Constrained DFPT: the static limit of χ_t, and what changes in K3C60 when it is dropped

The assumption

Constrained density-functional perturbation theory (cDFPT, Nomura and Arita, 2015) splits the independent-particle response into transitions inside a target subspace, χ_t, and the rest, χ_r. Ordinary DFPT evaluates both at zero frequency: the electrons follow the displaced ions instantly. For χ_r in K3C60 this is mild, because the transitions lie far above the phonons. For χ_t it is not, because the three t1u bands are only about 0.5 eV wide, they are metallic, and the intramolecular phonons reach about 0.2 eV.

Conventions: time dependence exp(−iωt); retarded response functions, so that a static χ is negative and Im χ ≤ 0 for ω > 0; χ is summed over spin and has the unit 1/energy. Energies are given in eV and meV, with 1 eV = 1.602×10⁻¹⁹ J.

The result and where the assumption enters

Let δV_b be the bare change of the ionic potential per unit displacement of one mode with mass M, K the Hartree plus exchange-correlation kernel, and χ_0 = χ_t + χ_r. The self-consistent potential and the force constant are

δV_full = (1 − Kχ_0)⁻¹ δV_b,   C_full = C_b + δV_b† χ_0 δV_full.   (1)

C_b holds the terms that contain no response. The partially screened quantities δV_p and C_p follow from (1) with χ_r in place of χ_0, and W_p = (1 − Kχ_r)⁻¹K. Multiplying out shows 1 − Kχ_0 = (1 − Kχ_r)(1 − W_pχ_t), hence δV_full = (1 − W_pχ_t)⁻¹δV_p, or δV_full − δV_p = W_pχ_t δV_full. Subtracting the two force constants gives

C_full − C_p = δV_b†[χ_r(δV_full − δV_p) + χ_t δV_full] = δV_b†(1 + χ_rW_p)χ_t δV_full.

Now 1 + χ_rW_p = (1 − χ_rK)⁻¹, and for Hermitian K and χ_r the product δV_b†(1 − χ_rK)⁻¹ equals δV_p†. With C = Mω², and both vertices scaled by the same zero-point length, g = (ħ/2Mω_p)^(1/2) δV, we obtain

g_full = (1 − W_pχ_t)⁻¹ g_p,   (ħω_full)² = (ħω_p)² + 2ħω_p g_p† χ_t g_full.   (2)

One vertex is partially screened and one fully screened, which counts every bubble of χ_t once. Note that g_full in (2) carries ω_p, not ω_full, in its zero-point length.

The static limit enters in three places. First, χ_0 in (1) is the response to a frozen displacement; in a DFPT code this is the Sternheimer equation solved at the band energy ε and not at ε ± ħω. Second, the step to δV_p† used the Hermiticity of χ_r, which holds at ω = 0 and also at real frequencies below the lowest transition in χ_r. Third, (2) is an explicit formula for ω_full only because its right side does not depend on ω. The algebra never needed χ_t to be static or Hermitian. So if χ_r, and with it ω_p, g_p and W_p, stays static, (2) remains valid with χ_t(ω) and g_full(ω), and becomes an equation for a complex frequency. From here on the static solution of (2) is called ω_ad, and g_f is the static g_full.

The correction

Write χ_t(ω) = χ_t(0) + δχ(ω). The derivation of (2) can be repeated with a new split: the rest is χ_r + χ_t(0), which is Hermitian, and the target is δχ. The role of g_p passes to g_f, and the role of W_p to the statically fully screened kernel W_f = (1 − W_pχ_t(0))⁻¹W_p. This gives, without approximation,

(ħω)² = (ħω_ad)² + 2ħω_p ΔΠ(ω),
ΔΠ = g_f† δχ (1 − W_f δχ)⁻¹ g_f = g_f† δχ g_f + g_f† δχ W_f δχ g_f + …   (3)

The first term is the rule of two screened vertices: it is exact to first order in δχ, and what it omits starts at second order, with relative size W_f δχ. The mixed form g_p† δχ g_f, copied from (2), is already wrong at first order, since it forgets that g_full changes with χ_t; in a single channel it is too large by the factor ε = 1 − W_pχ_t(0). For weak coupling, (3) is linearised about ω_ad:

ħω − ħω_ad ≈ (ω_p/ω_ad) ΔΠ(ω_ad) = Δ − iγ.   (4)

Δ is the nonadiabatic shift and γ the half width at half maximum of the phonon line, in energy. The factor ω_p/ω_ad changes the zero-point length from ω_p to ω_ad, so we define G² = g_f² ω_p/ω_ad.

The t1u model

Channels. An intramolecular mode couples as g_p (b + b†) Σ V_ab c†_aσ c_bσ, where a, b run over the three real t1u orbitals and V is a real symmetric matrix normalised to tr V² = 1. For an Ag mode V is the unit matrix over √3; for the five components of an Hg mode V spans the traceless matrices. We use the on-site, rotationally invariant form (ab|W_p|cd) = U′δ_ab δ_cd + J(δ_ac δ_bd + δ_ad δ_bc), with U = U′ + 2J. Acting on a density matrix δρ_cd as a Hartree kernel, it has the eigenvalue W = 2J on traceless symmetric matrices and W = 3U′ + 2J on the unit matrix. Typical cRPA-type inputs for K3C60 are U ≈ 0.82 eV, U′ ≈ 0.76 eV and J ≈ 30 meV, which give W = 60 meV for Hg and W = 2.34 eV for Ag. An Hg distortion moves charge between orbitals of the same molecule and is barely screened; an Ag distortion changes the charge of the molecule and is screened strongly.

Coupling strength. Define E = g_p²/ħω_p. The static interaction mediated by a mode is −2E Σ V_ab V_cd, summed over its components. For (ab|ab) with a ≠ b only one Hg component contributes, with V_ab² = 1/2, so the phonon-mediated exchange is J_ph = −ΣE over the eight Hg modes. A typical value is |J_ph| ≈ 50 meV, and we give one strongly coupled mode a fifth of it, E = 10 meV. As typical mode energies we take ħω_p = 55 meV (13.3 THz) for a low Hg mode and 180 meV (43.5 THz) for a high one, so that g_p = 23.5 and 42.4 meV. For contrast we add an Ag mode with the same E at 180 meV. These are illustrative inputs. Δ and γ scale nearly linearly with E.

Bands. We replace the t1u bands by three degenerate, orbital-diagonal bands with constant density of states N = 1/(2D) per orbital and spin between −D and D, half filled, at T = 0. A typical width 2D ≈ 0.5 eV gives D = 250 meV = 4.0×10⁻²⁰ J and N = 2 eV⁻¹. For χ_t we take the local bubble, in which initial and final momenta are summed independently. It is the average of the bare bubble over q, and on a lattice of large coordination number it is the bubble at every generic q. With tr V² = 1 it is the same scalar in every channel:

χ(ω) = 2N² ∫_(−D)^0 dε ∫_0^D dε′ [1/(ħω + ε − ε′ + i0) − 1/(ħω − ε + ε′ + i0)].

The weight of pairs with excitation energy x = ε′ − ε is A(x) = x for x < D and 2D − x for D < x < 2D. Continue A as an odd function; then χ = 2N² ∫A(x) dx/(ħω − x + i0) over −2D to 2D. A is piecewise linear, so A″ is a set of delta functions with weights −1, +2, −2, +1 at x = −2D, −D, D, 2D. The function (z − x) ln(z − x) has second x-derivative 1/(z − x), and two integrations by parts evaluate it at these four points. With u = ħω/D < 1 and 2N²D = N,

χ/N = 2(1+u)ln(1+u) + 2(1−u)ln(1−u) − (2+u)ln(2+u) − (2−u)ln(2−u) − iπu.   (5)

The static value is χ(0) = −4N ln 2 = −5.55 eV⁻¹, and the expansion reads

δχ = N[−iπu + (3/2)u² + (5/16)u⁴ + …].   (6)

First correction in powers of frequency

In one channel all operators are numbers: ε = 1 + 4NW ln 2, g_f = g_p/ε, W_f = W/ε, and (2) gives ω_ad² = ω_p²(1 − 8NE ln 2/ε). Inserting (6) into (3) and (4),

Δ − iγ = G²N[−iπu + (3/2 − π²NW_f)u² + O(u³)].   (7)

Two things follow.

The first correction to the static limit is linear in ω and imaginary. It is a linewidth, γ₁ = πNG²u = 2πN²G²ħω, the golden-rule decay into electron-hole pairs and the form known as Allen's linewidth formula. It is first order in δχ, so two statically screened vertices give it correctly at this order. Eliminating G and u yields γ₁ = πNE(ħω_p)²/(Dε²), in which ω_ad has cancelled.

The first real correction is quadratic in ω and has two sources. One is Re δχ: pairs with energies below ħω no longer soften the mode, and the frequency moves back towards ω_p. The other is the second-order term of (3), because (−iπNu)² is real, negative and also of order u². Second order in δχ is therefore not higher order in ω for the shift. The rule of two screened vertices delivers the 3/2 and misses the −π²NW_f. The physical content is that the screening charge lags behind the ions, so the vertex acquires a phase, and this phase turns part of the damping into a shift.

For Hg, ε = 1.33 and W_f = 45 meV, so π²NW_f = 0.89 and the bracket in (7) falls from 1.5 to 0.61. For Ag, ε = 14.0 and W_f = 167 meV, so π²NW_f = 3.3 and the bracket is −1.8: the sign of the shift is reversed. The reversal sets in at W = 0.13 eV, and for large W, where W_f tends to 1/|χ(0)|, the term saturates at π²/(4 ln 2) = 3.56.

Size in K3C60

The table uses the closed form (5) at ω_ad, since u is not small for the high modes. Index 1 marks the first term of (3), with two static screened vertices; entries without index use the full expression. Energies in meV.

quantity              low Hg     high Hg    Ag
ħω_p                  55         180        180
ħω_ad                 52.7       172.3      179.3
static softening      2.3        7.7        0.72
G                     18.0       32.5       3.0
u                     0.21       0.69       0.72
Re δχ (eV⁻¹)          0.13       1.61       1.76
Im δχ (eV⁻¹)          −1.32      −4.33      −4.51
|W_f δχ|              0.06       0.21       0.81
γ₁                    0.43       4.6        0.042
γ                     0.43       5.1        0.039
Δ₁                    +0.04      +1.7       +0.016
Δ                     +0.02      +0.8       −0.019

For the high Hg mode |δχ| is comparable to |χ(0)|, so the static χ_t is a poor description of the bubble itself. The phonon frequency suffers little, because the whole t1u softening is only 7.7 meV of 180 meV, and the shift Δ returns a tenth of it, 0.10 in ratio. The dominant effect is the width: γ = 5.1 meV is 3 % of the mode energy and two thirds of the static softening, 0.67 in ratio. It corresponds to a full width 2γ/h = 2.5 THz and a population lifetime ħ/2γ = 65 fs. For the low mode the lifetime is 0.8 ps, and the shift is negligible on the scale of its width.

The two-vertex rule gives γ within about 10 % in all three columns. For the shift it fails in the way (7) predicts: Δ/Δ₁ is 0.41 for the low Hg mode, equal at this precision to the ratio 0.61/1.5 of the brackets, and 0.45 for the high one, and it is negative for Ag. The Ag numbers are tiny because G² carries 1/ε². The mixed form g_p† δχ g_f would inflate the Ag width from 0.042 to 0.58 meV and both Hg widths by a third.

A limit that tests (3)

At q = 0, in clean orbital-diagonal degenerate bands, the static bubble is −2N while χ(ω) = 0 at any finite ω, since a uniform perturbation creates no pair of finite energy. Then δχ = +2N is not small at any frequency, ε₀ = 1 + 2NW, and 1 − W_f δχ = 1/ε₀. The full expression (3) gives ΔΠ = 2N g_p²/ε₀, which cancels the static self-energy and restores ω_p, as it must. The first term alone undoes the fraction 1/ε₀ of the static self-energy, which is 1/1.24 = 0.81 for Hg. The expansion (7) does not apply here or in the region q v_F < ω around it, with v_F the Fermi velocity. In the real t1u bands the degeneracy is split at general k and Hg modes drive interband transitions at q = 0, so the Raman case needs the actual band structure. The table describes modes at generic q.

Neglected terms and their sizes

Exchange-correlation part of W_p. The value 2J contains only screened Coulomb terms. A local kernel f(r) adds matrix elements ∫fφ_aφ_bφ_cφ_d, which are fully symmetric and contribute 2K′ in the Hg channel, with K′ = ∫fφ_a²φ_b² negative for the LDA kernel. We have not computed it, and since 2J is small it may compete. To bracket it, set W = 0 and W = −60 meV for the high Hg mode: γ₁ becomes 8.1 and 18 meV in place of 4.6 meV, and the bracket in (7) becomes 1.5 and 3.3 in place of 0.61. This is the largest uncertainty of the Hg columns. It affects the magnitudes, while the structure of (7) is untouched.

Mixing of modes. All Hg modes share one channel, so ΔΠ is a matrix in the mode index. If two modes with a typical spacing of 18 meV, as for the two highest Hg modes, both had the coupling of the high-Hg column, the off-diagonal element would be about Δ − iγ. Second-order perturbation theory adds (Δ − iγ)² divided by the signed spacing; its real part is 1.4 meV in magnitude and, because the element is nearly imaginary, it pulls the two lines together. This exceeds Δ = 0.8 meV. It is of order G⁴, but the denominator is small, so for close pairs the matrix form of (3) must be solved.

Linearisation. Going from (3) to (4) drops terms of order γ²/2ħω_ad, which is 0.08 meV for the high Hg mode and 0.002 meV for the low one, about a tenth of Δ in each case. This is why Δ carries one figure in these columns.

Frequency dependence of χ_r. A transition of energy Δ_r with unit weight contributes −4g_r²Δ_r/(Δ_r² − (ħω)²), which changes by −4g_r²(ħω)²/Δ_r³ at leading order. On one molecule a gerade mode connects t1u only to ungerade levels, the nearest being hu at a typical distance of 1.5 eV. The relative change (ħω/Δ_r)² is 0.013 for the high mode, and with g_r = g_p the shift is −0.06 meV. The many higher transitions act as an electronic addition to the moving mass; four electron masses per carbon atom lower the mode by 0.02 meV. Both are an order below Δ and give no width. This is the justification for using static ω_p, g_p and W_p as model parameters.

Local bubble. At fixed G and W_f the q-average of (Im δχ)² is at least the square of the average, so the local bubble understates the negative term of (7). For Ag the intersite Coulomb terms make W depend strongly on q; W_f is insensitive to this as long as W|χ(0)| is large, while G scales as 1/W.

Temperature. The factor ħω in Im χ becomes ħω − 2k_BT ln[(1 + exp(−(D − ħω)/k_BT))/(1 + exp(−D/k_BT))]. At 300 K this removes 2.5 meV from the 172 meV of the high Hg mode.

Correlation. With U larger than the bandwidth, the mean-field form (1 − W_pχ_t)⁻¹ is itself a separate assumption. Quasiparticle narrowing reduces D; halving it would put the high mode near u = 1.4, outside the range of (5) as written and beyond any expansion in u.

Consequences for practice

The cDFPT parameters ω_p, g_p and W_p contain χ_r only and are unaffected by the static treatment of χ_t. A model solver that keeps the phonons dynamical supplies the frequency dependence of the t1u response itself, and nothing is counted twice.

When ω_p is obtained by unscreening a full DFPT calculation through (2), the term to subtract is built from the static χ_t with the same smearing and k mesh as that calculation, because this is what it contains. Subtracting χ_t(ω) would leave a spurious remainder of order δχ in ω_p.

When nonadiabatic effects are added to a full DFPT phonon, two static screened vertices give the linewidth to leading order in ω. The shift requires the factor (1 − W_f δχ)⁻¹ of (3) unless π²NW_f is small compared with 3/2, and with the inputs used here that condition fails in both the Hg and the Ag channel.